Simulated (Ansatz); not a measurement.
## From the elastic tensor of Ag at 8 GPa (stress–strain coefficients) to moduli and sound speeds

Method: Ansatz, DFT PBEsol, scalar-relativistic, plane waves, PAW. Plane waves to 420 eV; Γ-centred k mesh 18×18×10; Fermi-Dirac smearing of 0.15 eV. No spin polarisation.

The structure is hexagonal, space group P6_3/mmc (No. 194). The conventional cell has a = 2.810 Å, b = 2.810 Å, c = 4.609 Å, α = 90.00°, β = 90.00°, γ = 120.00°. Ag (site symmetry -6m2) has 12 Ag at 2.81 to 2.82 Å as nearest neighbours.

In a metal, frequencies and elastic constants depend on the k mesh and the smearing, soft modes and shear constants most. Other phases may be more stable at this pressure.

Relaxed-ion constants (GPa, on the Cartesian axes of the calculation):
C11 = 226.5, C12 = 147.5, C13 = 111.1, C22 = 226.5, C23 = 111.1, C33 = 259.9, C44 = 35.9, C55 = 35.9, C66 = 39.5 GPa; the others vanish.

Density 11.367 g/cm³; 2 atoms in 31.51 Å³.

The values that follow are for a polycrystal of randomly turned grains, by Hill's mean where one number stands.

With S = C⁻¹: B_V = (C11+C22+C33+2(C12+C13+C23))/9, G_V = (C11+C22+C33−C12−C13−C23+3(C44+C55+C66))/15, 1/B_R = S11+S22+S33+2(S12+S13+S23), 15/G_R = 4(S11+S22+S33−S12−S13−S23)+3(S44+S55+S66); Hill is their mean. Then v_l = √((B+4G/3)/ρ), v_t = √(G/ρ), v_m = [(2/v_t³+1/v_l³)/3]^(−1/3) and Θ = (ħ/k_B)·v_m·(6π²n/V)^(1/3) for n atoms in the volume V; E = 9BG/(3B+G), ν = (3B−2G)/(2(3B+G)) and A^U = 5G_V/G_R + B_V/B_R − 6.

```json
{"Bulk modulus, Voigt / Reuss / Hill": "161.4 / 161.4 / 161.4 GPa", "Shear modulus, Voigt / Reuss / Hill": "45.1 / 41.8 / 43.5 GPa", "Young's modulus": "120 GPa", "Poisson ratio": "0.376", "Pugh ratio B/G": "3.71", "Universal anisotropy index": "0.40", "Longitudinal and transverse sound speeds": "4392 and 1955 m/s", "Debye temperature from the mean sound speed": "262 K"}
```

This form isn't the element's structure at ambient conditions.

Cost: 1 run of about 5.7 core-minutes, on Intel Xeon 6975P-C (Granite Rapids) (shared hosts).

Compressed hcp silver resists volume change far more strongly than shear, as the Pugh ratio of 3.71 shows. This is typical of a noble metal: the filled d shell and delocalised s electrons give cohesion that depends mainly on density and little on bond angles. C13 exceeds C44, and C12 exceeds C66, by much more than the applied pressure alone would produce, so central pair forces cannot describe the bonding.

The coinciding Voigt and Reuss bulk moduli reflect nearly equal linear compressibilities along a and c, so the axial ratio should change little under further small compression. The anisotropy is therefore one of shear. It comes less from the small difference between C44 and C66 than from the much greater resistance to changing the axial ratio at constant volume.

The constants satisfy the elastic stability conditions for homogeneous strain, but this doesn't exclude phonon instabilities at finite wavevector.
